## What is computed

An exciton energy is the energy that lifts a crystal from its ground state to an excited state in which the electron and the hole it left behind act on each other. Here it is an eigenvalue of the Bethe-Salpeter equation for lead telluride. The equation is written in a basis of electron-hole pairs, each made of a filled and an empty band at one point of a mesh in k space. Every pair brings its own excitation energy, and the screened attraction and the exchange repulsion then mix the pairs.

The orbitals are PBE orbitals, and the empty bands are raised rigidly by 0.23 eV to mimic a quasiparticle correction. This puts the gap for an independent electron and hole at $0.737+0.23=0.967$ eV. The column "exciton strengths" tells how strongly light excites a state, relative to the strongest state of the whole calculation.

Excitons of lead telluride (PbTe, Fm-3m) from the Bethe-Salpeter equation in Yambo 5.3.0, on Quantum ESPRESSO PBE states with PseudoDojo 0.4.1 scalar-relativistic potentials and a 762 eV wave cutoff, without spin-orbit coupling. The k mesh is 6×6×6, the electron-hole pairs are built from bands 13–18, and a scissor shift raises the empty bands by 0.23 eV.

```tsv
row	exciton energies (eV)	exciton strengths (relative to the strongest)
1	0.921	0.000
2	0.922	0.032
3	0.922	0.024
4	0.922	0.039
5	1.451	0.206
6	1.451	0.202
7	1.451	0.215
8	1.455	0.000
9	1.455	0.000
10	1.455	0.000
11	1.457	0.000
12	1.457	0.000
13	1.802	0.145
14	1.802	0.147
15	1.802	0.141
16	1.807	0.000
17	1.807	0.000
18	1.807	0.000
19	1.808	0.000
20	1.808	0.000
21	1.894	0.000
22	1.898	0.110
23	1.898	0.105
24	1.898	0.118
25	1.902	0.000
26	1.902	0.000
27	1.902	0.000
28	1.902	0.000
29	1.902	0.000
30	1.902	0.000
31	1.903	0.000
32	1.903	0.000
33	2.034	0.000
34	2.035	0.164
35	2.035	0.151
36	2.035	0.183
37	2.036	0.000
38	2.036	0.000
39	2.036	0.000
40	2.036	0.000
```

## Two neighbours half an electronvolt apart

Rows 4 and 5 stand next to each other in the list, at 0.922 and 1.451 eV. Row 4 lies just below the gap and row 5 lies 0.48 eV above it. The 0.529 eV between them is the largest jump in the table.

The rest of the list is also built of steps. Rows 1–4, 5–12, 13–20, 21–32 and 33–40 form flat groups, none of them wider than 0.009 eV, though the last may be cut short by the end of the list. The second large jump, 0.345 eV, comes before row 13. The rows that break a smooth rise are therefore the first rows of new groups, above all rows 5 and 13.

It is tempting to read such a list as an exciton series, like the lines of a hydrogen atom. If rows 1–4 were the lowest level of that series, the second level would have a quarter of its binding energy and would lie at 0.955 eV. No row is there. From row 5 on, every state has more energy than a free electron and a free hole need at the band edge, so these rows belong to the continuum.

## What a smooth continuum would look like

In a large crystal the continuum has no steps. Near the band edge the energy of a pair grows as the square of its distance $k$ from the edge in k space. The number of pairs inside that distance grows as $k^3$. If $n$ is the row number and $E_n$ the exciton energy, counting the pairs from the bottom gives

$$E_n = E_\mathrm{gap} + A\,(n-\tfrac12)^{2/3}.$$

The half places each state in the middle of its share of k space. The gap is held at 0.967 eV, and $A$ is found by least squares on all 40 rows, which gives 0.106 eV. The typical (root-mean-square) miss is 0.13 eV, more than ten times the width of any group. For a list that spans little more than 1 eV, this is a poor description.

The two chosen rows, both part of the fit, show what goes wrong. The smooth law puts row 4 at 1.21 eV, which is 0.29 eV too high, and row 5 at 1.26 eV, which is 0.19 eV too low. It allows a step of about 0.045 eV where the table has one about twelve times as large. Row 13, at the next large jump, again lies above the curve, by 0.26 eV.

The exponent is not to blame. A freer curve, with a constant, a prefactor and an exponent fitted to the same rows, still misses row 4 by 0.30 eV. Its exponent ran to the lower end of the range that was searched, so it has no physical meaning.

## Why the mesh makes steps

A calculation on a mesh of six divisions treats the crystal as a periodic box six cells long on each edge. Only waves that fit into this box are allowed. A simpler system shows the consequence: a free particle on a ring. Its lowest level is single, the next ones come in pairs because the particle can run either way round, and there is nothing in between.

On a ring twice as long, the first step is four times smaller. The ring thus explains both the flat groups and the voids between them. Waves related by symmetry have equal energy, and a small box allows few different waves. The analogy ends there, since the ring has a single energy minimum and no hole that attracts the particle.

In lead telluride the direct gap lies at the L points, a well-established fact, and there are four of them. They are on the mesh, and one pair at each accounts for rows 1–4. The next allowed k points are a finite distance away, where the bands have already moved well apart.

The bands of a real crystal are continuous functions of k, so pair energies must fill the range directly above the gap without interruption. The void between rows 4 and 5 therefore has to close as the mesh is refined. This conclusion rests on the continuity of the bands, as no finer mesh was run.

The eight states of rows 5–12 could come from eight equivalent points on the lines that run from the centre of the zone to the L points. With single bands, symmetry would then sort them into two threefold sets and two single states. The table shows sets of three, three and two instead, and shows them again in rows 13–20. This is the pattern expected from the four L points themselves when one of the two bands is doubly degenerate there.

Rows 5 and 13 therefore most likely mark further pairs of bands at L. Their height is then a feature of the bands, while the emptiness below row 5 comes from the mesh. Single states could still coincide by chance within the three decimals of the table, but the void is unphysical in either case.

## Why one of the first four is dark

Row 1 has zero strength, while rows 2–4 are bright. This pattern follows from the geometry of the four L points. Each lies on one body diagonal of the cube. The two bands that form the gap are single there, so threefold symmetry about that diagonal forces the dipole of their pair to point along it. The four dipoles can be drawn along

$$(1,1,1),\quad (1,-1,-1),\quad (-1,1,-1),\quad (-1,-1,1).$$

With equal weights these arrows add up to zero, and the combined state is dark. The three other independent combinations leave a net dipole along x, y or z, and a cubic crystal makes them equal in energy. The first group is thus one kind of pair, repeated in four places and combined in four ways. It does not contain four different internal motions of an exciton.

Because x, y and z are equivalent in a cubic crystal, light excites threefold sets in the higher groups too, and each group of the table contains exactly one bright triplet. Within a triplet the three states can be mixed at will, so only their summed strength has a meaning. That sum is 0.095 for rows 2–4 and 0.623 for rows 5–7.

## Is row 4 bound?

Row 4 lies $0.967-0.922=0.045$ eV below the gap, and such a distance is usually called the exciton binding energy. On a coarse mesh it can have a more modest origin. Each pair feels at least the attraction that belongs to its own mesh point, and the size of this term can be estimated by hand.

The screened attraction between pairs that differ by a wave vector $q$ is

$$W(q)=\frac{4\pi e^2}{\varepsilon\,q^2\,N V},$$

where $N=6^3=216$ is the number of mesh points, $V=2\times33.73=67.5$ Å³ is the cell volume and $\varepsilon$ is the dielectric constant. At $q=0$ the expression diverges, so it has to be averaged over the small region of k space that one mesh point represents. Replace this region by a sphere of equal volume. Its radius is

$$q_0=\left(\frac{6\pi^2}{NV}\right)^{1/3}=0.160\ \text{Å}^{-1}.$$

The average of $1/q^2$ over the sphere is $3/q_0^2$. Inserting it, and using the definition of $q_0$ to remove $NV$, leaves a short formula:

$$\overline{W}=\frac{2e^2q_0}{\pi\varepsilon}=\frac{2\times14.4\times0.160}{\pi\times28.8}\ \text{eV}\approx0.05\ \text{eV}.$$

Here $e^2=14.4$ eV Å, and 28.8 is the static dielectric constant that the same calculation gives for its few bands. It stands in for the screening that actually enters the attraction.

The estimate contains no fitted constant and comes out as large as the distance of row 4 from the gap. Exchange and the coupling to other mesh points are left out, so only the order of magnitude counts. It suggests that a single mesh point, with no neighbours close in energy, is enough to push a state this far below the gap.

The pairs behind row 5 are lowered by the same term. They stay above the gap only because their own energies start much higher. Lying below the gap is therefore no proof of a bound exciton on this mesh. In real lead telluride, strong screening and light carriers make the binding far weaker than 0.05 eV.

## What a finer mesh should do

The argument gives two scaling rules. The average attraction follows $q_0$ and falls as one over the number of divisions, so twelve divisions should bring it down to about 0.025 eV. The first step of a parabolic band falls faster, as one over the square of that number. A truly bound state would behave differently, because its distance from the gap would settle at a fixed value.

The second rule also tells how fine a mesh must be before a weakly bound state can be recognised. The first step above the gap should be no larger than the binding one hopes to see. On the present mesh that step is at least the 0.48 eV of row 5, and larger if row 5 belongs to the L points themselves. To shrink it to 0.046 eV, the mesh needs at least $6\sqrt{0.48/0.046}\approx20$ divisions. This is a rough guide for parabolic bands, and a weaker binding demands a still finer mesh.

## Reading an absorption edge from such a list

Lead telluride is used in infrared detectors, where the onset of absorption matters. A spectrum drawn from these states would show a weak line near 0.92 eV, then almost nothing, then a stronger line near 1.45 eV. The broadening of 0.05 eV is far too small to fill the void. A film would have no such transparent window, because the pairs at L are bright and those at neighbouring k points, which the mesh skips, absorb as well.

The position of the onset needs separate care. Spin-orbit coupling is left out, and in this compound of heavy elements it is known to lower the gap by several tenths of an electronvolt. The energies near 0.92 eV therefore should not be turned into a cut-off wavelength. The bands and cutoffs are not converged either, and the chosen band range cuts through degenerate levels, so the heights of the upper steps are provisional.
